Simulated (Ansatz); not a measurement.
## A series in volume scale on SiC

Results calculated with Ansatz 0.2.0, not measured. Free energy against uniform scaling of the volume at fixed shape and fractions; periodic cell, basis, potentials, k mesh and filling as listed.

The cell before it is scaled or strained (space group P6_3mc, No. 186):
```
CELL_PARAMETERS angstrom
3.07600 0.00000 0.00000
-1.53800 2.66390 0.00000
0.00000 0.00000 5.04800
ATOMIC_POSITIONS crystal
Si 0.33333 0.66667 0.00000
Si 0.66667 0.33333 0.50000
C 0.33333 0.66667 0.38500
C 0.66667 0.33333 0.88500
```

Settings of every row: functional r2SCAN; dispersion none; potentials PAW; wave cutoff 600 eV; density cutoff 2400 eV; k mesh 12x12x4; k shift 0x0x0; occupations fixed; smearing width 0 eV; spin none; SCF threshold exponent -10.

| row | volume scale | V (Å³/atom) | energy above lowest point (meV/atom) |
| --- | --- | --- | --- |
| 1 | 0.94 | 9.721 | 30 |
| 2 | 0.96 | 9.927 | 13 |
| 3 | 0.98 | 10.134 | 3.3 |
| 4 | 1 | 10.341 | 0 |
| 5 | 1.02 | 10.548 | ? |
| 6 | 1.04 | 10.755 | 10.6 |
| 7 | 1.06 | 10.961 | 23.4 |

Question: what energy above lowest point should row 5 give?

Worked fit of energy above lowest point. Take u = (V_r/V)^(2/3) − 1 with V_r = 10.238 Å³ an atom, which is twice the finite (Eulerian) strain; such expansions in the strain, on which the Birch-Murnaghan equation of state is built, carry the rest volume and the bulk modulus. The shown rows have u = 0.03515, 0.02078, 0.00683, -0.00665, -0.03231, -0.04447. Least squares give energy above lowest point = 0.84 + 239.2 × u + 16780 × u² meV/atom; a straight line predicts inner rows, each left out in turn, worse (root mean square 10 against 0.057 meV/atom). The rows lie off it by 0.0, -0.1, 0.0, 0.0, 0.0, 0.0. Its lowest point lies at u = -0.0071, or V = 10.35 Å³ an atom, and the curvature there gives the bulk modulus at fixed shape and fractions, B = (4/9)(1 + u)² E″(u)/V = 228 GPa. Letting shape and atoms relax would as a rule lower it, by much in layered, chain or molecular crystals. The withheld row has u = -0.01969, so the fit gives 0.84 + 239.2 × (-0.01969) + 16780 × (-0.01969)² = 2.6 meV/atom.

The calculation gave 2.6 meV/atom. The fit meets it to the printed digit.
